## Premises

Take isotropic, gapless harmonic modes in $d$ dimensions, volume $L^d$, with boson operators $[b_{\mathbf q},b^\dagger_{\mathbf q'}]=\delta_{\mathbf{qq'}}$ and $q=|\mathbf q|$:

$$H(t)=\sum_{\mathbf q\neq0}\Big[\hbar\omega_q(t)\,b^\dagger_{\mathbf q}b_{\mathbf q}+\tfrac12\hbar\gamma_q(t)\,\big(b_{\mathbf q}b_{-\mathbf q}+b^\dagger_{\mathbf q}b^\dagger_{-\mathbf q}\big)\Big],\qquad \gamma_q(t)=g\,f(q)\,q\,r(t/\tau).\tag{1}$$

The sum runs over both $\mathbf q$ and $-\mathbf q$. The coupling $g$ is a velocity. The ramp shape $r(s)$, $s=t/\tau$, rises from $r(0)=0$ to $r(1)=1$ and is constant outside that interval. The form factor has $f(0)=1$ and dies beyond $q\sim1/a$. The diagonal frequency is $\omega_q=vq\,[1+O(g/v)]$, and the ramp is weak, $|g|\ll v$. The system starts in the vacuum of the $b_{\mathbf q}$. The excess energy density $e(\tau)$ is the final energy minus the ground-state energy of $H(\tau)$, per volume. In $d=1$ this is the interaction ramp in a Luttinger liquid studied by Dóra, Haque and Zaránd (2011).

## Step 1: instantaneous quasiparticles

The Heisenberg equation is $\dot b_{\mathbf q}=-i(\omega_q b_{\mathbf q}+\gamma_q b^\dagger_{-\mathbf q})$. Define $c_{\mathbf q}=\cosh\theta_q\,b_{\mathbf q}+\sinh\theta_q\,b^\dagger_{-\mathbf q}$, with inverse $b_{\mathbf q}=\cosh\theta_q\,c_{\mathbf q}-\sinh\theta_q\,c^\dagger_{-\mathbf q}$. In (1) the term $c_{\mathbf q}c_{-\mathbf q}$ of each pair then has the coefficient $\hbar(\gamma_q\cosh2\theta_q-\omega_q\sinh2\theta_q)$. It vanishes for

$$\tanh2\theta_q=\gamma_q/\omega_q,\qquad H(t)=E_0(t)+\sum_{\mathbf q}\hbar\epsilon_q\,c^\dagger_{\mathbf q}c_{\mathbf q},\qquad \epsilon_q=\sqrt{\omega_q^2-\gamma_q^2}.\tag{2}$$

Hence $e=L^{-d}\sum_{\mathbf q}\hbar\epsilon_q(\tau)\,n_q$ exactly, with $n_q=\langle c^\dagger_{\mathbf q}c_{\mathbf q}\rangle$ at $t=\tau$.

**Predict:** $H(t)$ is diagonal in $c$ at every instant. Which term can still create quasiparticles?

## Step 2: the non-adiabatic coupling

The definition of $c_{\mathbf q}$ depends on time through $\theta_q$. Its explicit derivative is $\dot\theta_q(\sinh\theta_q\,b_{\mathbf q}+\cosh\theta_q\,b^\dagger_{-\mathbf q})=\dot\theta_q\,c^\dagger_{-\mathbf q}$, so

$$\dot c_{\mathbf q}=-i\epsilon_q c_{\mathbf q}+\dot\theta_q\,c^\dagger_{-\mathbf q}.$$

Set $c_{\mathbf q}(t)=e^{-i\phi}[A\,b_{\mathbf q}(0)+B\,b^\dagger_{-\mathbf q}(0)]$ with $\phi=\int_0^t\epsilon_q\,dt'$. Since $\theta_q(0)=0$, $A(0)=1$ and $B(0)=0$. Matching operators gives $\dot A=\dot\theta_q e^{2i\phi}B^*$ and $\dot B=\dot\theta_q e^{2i\phi}A^*$. The factor 2 in the phase appears because a pair is created. From the vacuum $n_q=|B|^2$; if both modes start with occupation $N_q$, then $|A|^2-|B|^2=1$ gives $n_q=N_q+|B|^2(2N_q+1)$. Because $B=O(\theta)$, $A=1+O(\theta^2)$, and

$$B(\tau)=\int_0^\tau\dot\theta_q\,e^{2i\phi}\,dt+O(\theta^3).\tag{3}$$

For a weak ramp (2) gives $\theta_q\simeq(g/2v)f(q)\,r(s)$ and $\phi\simeq vqt$. With $y=vq\tau$,

$$n_q=\Big(\frac{g}{2v}\Big)^2f^2(q)\,F(y),\qquad F(y)=\Big|\int_0^1 r'(s)\,e^{2iys}\,ds\Big|^2.\tag{4}$$

**Predict:** what are $F(0)$ and the large-$y$ decay of $F$ for $r=s$?

For the linear ramp $\int_0^1e^{2iys}ds=e^{iy}\sin y/y$, so

$$n_q=\Big(\frac{g}{2v}\Big)^2f^2(q)\,\frac{\sin^2(vq\tau)}{(vq\tau)^2}.\tag{5}$$

Any ramp has $F(0)=1$: modes with $q\ll1/v\tau$ see a sudden quench. The $y^{-2}$ tail comes from the two kinks at $s=0$ and $s=1$.

## Step 3: the energy integral

With $L^{-d}\sum_{\mathbf q}\to S_d(2\pi)^{-d}\int q^{d-1}dq$, $S_d=2\pi^{d/2}/\Gamma(d/2)$, and $\epsilon_q\simeq vq$,

$$e(\tau)=\Big(\frac{g}{2v}\Big)^2\frac{S_d}{(2\pi)^d}\,\frac{\hbar}{v^d\tau^{d+1}}\int_0^\infty y^d\,F(y)\,f^2\!\Big(\frac{y}{v\tau}\Big)dy.\tag{6}$$

**Predict:** the prefactor scales as $\tau^{-(d+1)}$. Under what condition is that the whole answer for $v\tau\gg a$?

It is the answer when $\int y^dF\,dy$ converges with $f=1$. Otherwise the cutoff $y\sim v\tau/a$ brings back powers of $\tau$.

*Linear ramp, $d=1$.* Here $S_1/2\pi=1/\pi$ and $yF=\sin^2y/y$, which is marginal. Take $f=e^{-aq}$ and $I(b)=\int_0^\infty\sin^2(bq)\,e^{-2aq}dq/q$. Then $dI/db=\int_0^\infty\sin(2bq)e^{-2aq}dq=b/[2(a^2+b^2)]$ and $I(0)=0$, so $I=\frac14\ln(1+b^2/a^2)$. With $b=v\tau$ and $\tau_0=a/v$,

$$e(\tau)=\frac{\hbar g^2}{16\pi v^3\tau^2}\ln\!\Big(1+\frac{\tau^2}{\tau_0^2}\Big)\;\xrightarrow{\tau\gg\tau_0}\;\frac{\hbar g^2}{8\pi v^3\tau^2}\ln\frac{\tau}{\tau_0}.\tag{7}$$

For $\tau\ll\tau_0$ it tends to the sudden value $\hbar g^2/(16\pi va^2)$. Every decade of $q$ between $1/v\tau$ and $1/a$ contributes equally. Another form factor changes only $\tau_0$. The difference of the two integrals is $\int\sin^2(bq)(f^2-e^{-2aq})dq/q$, and since $(f^2-e^{-2aq})/q$ is integrable, the $\cos2bq$ part drops out as $b\to\infty$. The equivalent length $a$ is therefore fixed by

$$\int_0^\infty\big(f^2-e^{-2aq}\big)\frac{dq}{q}=0.\tag{8}$$

*Linear ramp, $d>1$.* Now $q^{d-2}f^2$ is integrable at $q=0$, $\sin^2\to\frac12$ by the same argument, and for $f=e^{-aq}$

$$e\to\Big(\frac{g}{2v}\Big)^2\frac{S_d}{2(2\pi)^d}\,\frac{\hbar}{v\tau^2}\,\frac{\Gamma(d-1)}{(2a)^{d-1}}.\tag{9}$$

The power $\tau^{-2}$ comes from short wavelengths, and its coefficient depends on the cutoff.

## Step 4: how smooth is smooth enough?

Let $r$ be smooth inside the ramp, with $r',\dots,r^{(n-1)}$ zero at both ends and $r^{(n)}$ nonzero at one end at least. Integrate (4) by parts $n$ times. The first $n-1$ boundary terms vanish and the $n$th has modulus $|r^{(n)}(1)e^{2iy}-r^{(n)}(0)|/(2y)^n$. Averaged over the oscillation,

$$\overline F\to\frac{r^{(n)}(0)^2+r^{(n)}(1)^2}{(2y)^{2n}}.$$

**Predict:** a ramp with continuous slope has $n=2$. Does it reach $\tau^{-(d+1)}$ in $d=3$?

The integrand of (6) falls as $y^{d-2n}$, which leaves three cases for $\tau\gg\tau_0$:

| condition | $e(\tau)$ | modes that dominate |
|---|---|---|
| $2n>d+1$ | $\tau^{-(d+1)}$ | $q\sim1/v\tau$, independent of cutoff |
| $2n=d+1$ | $\tau^{-(d+1)}\ln(\tau/\tau_0)$ | all scales in between |
| $2n<d+1$ | $\tau^{-2n}$ | $q\sim1/a$ |

So $n=2$ suffices in $d=1$ and $2$, is marginal in $d=3$, and $n=3$ is needed there. The power $\tau^{-(d+1)}$ is intrinsic: a fraction of order $(g/2v)^2$ of the $\sim(v\tau)^{-d}$ slow modes per volume is excited, each with energy $\sim\hbar/\tau$. No monotonic ramp removes it, because $r'\ge0$ implies $F\ge\cos^2y$ for $y<\pi/2$ (measure the phase from $s=\frac12$). The distinction between intrinsic and ramp-shape contributions follows Eckstein and Kollar (2010).

In $d=1$ smoothing removes only the logarithm. Take $r=3s^2-2s^3$. Substituting $s=(1+w)/2$ gives $\int_0^1r'e^{2iys}ds=e^{iy}\,\frac34\int_{-1}^1(1-w^2)\cos(yw)\,dw=3e^{iy}j_1(y)/y$, with $j_l$ the spherical Bessel functions. From $j_0'=-j_1$ and $j_1'=j_0-2j_1/y$ follows $(j_0^2+j_1^2)'=-4j_1^2/y$, so $\int_0^\infty j_1^2\,dy/y=\frac14$, $\int_0^\infty yF\,dy=\frac94$, and

$$e_{\rm smooth}=\frac{\hbar g^2}{8\pi v^3\tau^2}\cdot\frac92.\tag{10}$$

Comparing with (7), this ramp beats the linear one only for $\ln(\tau/\tau_0)>9/2$, that is $\tau>90\,\tau_0$, since it pays for its gentle ends with a steeper middle.

## Step 5: mapping the nanotube

A metallic tube has four channels (spin and valley) with Fermi velocity $v_F$ and total compressibility $dn/d\mu=4/(\pi\hbar v_F)$. The long-range Coulomb interaction $V(q)$ couples only to the total density $n$. It adds $V(q)|n_q|^2/2L$ to the term $\pi\hbar v_F|n_q|^2/8L$ and leaves both the conjugate term and the three neutral modes alone. Each charge mode is thus an oscillator of fixed mass with

$$\omega^2=u^2q^2,\qquad u^2(q)=v_F^2\Big[1+\frac{4V(q)}{\pi\hbar v_F}\Big].$$

For a thin tube of radius $R$ in a uniform dielectric $\kappa$, with its axis a distance $D\gg R$ from an ideal metal plane, the image charge at $2D$ gives $V(q)=\frac{2e_0^2}{4\pi\varepsilon_0\kappa}[K_0(qR)-K_0(2qD)]$, where $e_0$ is the elementary charge and $K_\nu$ are modified Bessel functions. For $qD\ll1$ the bracket is $\Lambda=\ln(2D/R)$, and

$$v=v_F\sqrt{1+\mathcal A\Lambda}=v_F/K,\qquad \mathcal A=\frac{8\alpha c}{\pi\kappa v_F},$$

with $\alpha$ the fine-structure constant and $K$ the Luttinger parameter of the charge mode.

**Predict:** $\mathcal A\Lambda$ is larger than one. Can a weak-ramp theory apply?

It can, if $b_q$ diagonalises the *initial interacting* Hamiltonian. Only the change must be small. With the oscillator coordinate $Q_q=\sqrt{\hbar/2vq}\,(b_q+b^\dagger_{-q})$, the change $\frac12\delta(\omega^2)\sum Q_q^\dagger Q_q$ has the form (1) with $\gamma_q=\delta(\omega^2)/2vq$ and an equal diagonal shift, $\omega_q=vq+\gamma_q$. Model the ramp as a shift of the effective image plane with $\Lambda$ linear in time. Since $dK_0/dx=-K_1$,

$$\frac gv=\frac{\eta\,\delta\Lambda}{2},\qquad \eta=\frac{\mathcal A}{1+\mathcal A\Lambda},\qquad f=xK_1(x),\quad x=2qD.$$

The gate distance supplies the cutoff. To apply (8), use the antiderivative $\int xK_1^2dx=\frac12x^2(K_1^2-K_0K_2)$. For small $q_1$ it gives $\int_{q_1}^\infty f^2dq/q=-\frac12-\gamma_E-\ln(Dq_1)$, against $-\gamma_E-\ln(2aq_1)$ for the exponential ($\gamma_E$ is Euler's constant). Hence $a=\frac12e^{1/2}D=0.824\,D$.

## Range of validity

1. **Weak ramp.** The phase neglected in (4), of order $gq\tau$, is large for $q>1/g\tau$, but there it only shifts an oscillation that averages out. The size of the $O(g/v)$ correction follows from (3). For the tube $u^2=v^2+2vgs$ and $\theta=\frac12\ln(u/v)$. Each kink contributes the amplitude $\dot\theta/2uq=vg/(4\tau qu^3)$, and the final energy per quantum is $\hbar u_fq$. The coefficient of the logarithm is multiplied by $\frac12\rho(1+\rho^{-6})\simeq1-2g/v$, with $\rho=u_f/v$.
2. **Time window.** Equation (7) in its logarithmic form needs $a\ll v\tau\ll L$. For periodic boundaries, spacing $\Delta y=2\pi v\tau/L$, the Euler–Maclaurin term lowers $\int yF\,dy$ by $\Delta y^2/12$, a fraction $\Delta y^2/[6\ln(\tau/\tau_0)]$. For $v\tau\gg L$ the lowest mode cuts the logarithm off at about $\ln(L/a)$, leaving $\tau^{-2}$ with oscillations.
3. **Temperature.** The factor $2N_q+1$ adds, for $k_BT\ll\hbar/\tau$, the amount $2(g/2v)^2e_T$, where $e_T=\pi(k_BT)^2/6\hbar v$ is the equilibrium energy density of the mode. Relative to (7) this is $\frac23\pi^2(k_BT\tau/\hbar)^2/\ln(\tau/\tau_0)$.
4. **Plasmon dispersion.** For $qR\ll1$, $u^2(q)=v^2[1-\eta\,\chi(x)]$ with $\chi=\ln(x/2)+\gamma_E+K_0(x)$. The tail of the integrand scales as $\theta_q^2/u\propto f^2u^{-5}$, so to first order the logarithm gains $\frac52\eta\int_0^\infty xK_1^2\chi\,dx$, and the integral is 0.2.
5. **Harmonic, closed system.** Backscattering, umklapp, band curvature, phonons and contacts are dropped. Linear bands and a single subband need $a\gg R$. The gate must screen without loss or delay up to frequencies $1/\tau_0$, which idealises any real gate, and energy deposited in the gate is not counted.

## Numerical illustration

Given inputs, typical in size: $v_F=8\times10^5$ m/s, $R=0.7$ nm, $\kappa=4$. Chosen: $D$ ramped from 20 nm to 22 nm in $\tau=1$ ps, $L=50\ \mu$m.

- $\mathcal A=1.741$, $\Lambda=4.046$, $1+\mathcal A\Lambda=8.04$, so $K=0.353$, $v=2.27\times10^6$ m/s and $\eta=0.216$.
- $\delta\Lambda=\ln1.1=0.0953$ and $g/v=0.0103$.
- $a=16.5$ nm, $\tau_0=7.3$ fs, $\tau/\tau_0=138$, $\ln(\tau/\tau_0)=4.92$, $v\tau=2.27\ \mu$m.

**Predict:** by how much will the smooth ramp lower the excess energy?

| protocol | $e$ |
|---|---|
| sudden, exponential $f$ with the same $a$ | about 12 μeV/μm |
| linear, Eq. (7) | 6.0 neV/μm |
| $3s^2-2s^3$, Eq. (10) | 5.5 neV/μm |

The sudden value is fixed by the cutoff shape and is only indicative. The smooth-to-linear ratio is 0.91, a small gain, because $\tau/\tau_0$ lies not far above 90.

The neglected terms for the linear ramp are these. The finite $g/v$ multiplies the result by 0.98. Dispersion adds 0.1 to the logarithm, about 2 %. The drift of $D$ means the two kinks see different cutoffs, which lowers the logarithm by $\delta\Lambda/2$, about 1 %. The finite length takes off 0.3 %. With $\hbar/k_B\tau=7.6$ K, an initial temperature of 1 K adds 2 %. Also $a/R=24$, and $v\sqrt\kappa/c=0.015$ justifies the electrostatic potential. Two figures are what the model supports, and these shifts are smaller than the gap between the two ramps.

As a yardstick, setting $e_T$ equal to (7) gives $k_BT^*=(g/2v)(\hbar/\tau)\sqrt{3\ln(\tau/\tau_0)}/\pi$, or $T^*=48$ mK. The harmonic model does not thermalise, so $T^*$ is no true temperature. It says that the excess energy exceeds the thermal energy already stored in the charge mode only if the tube starts colder than that.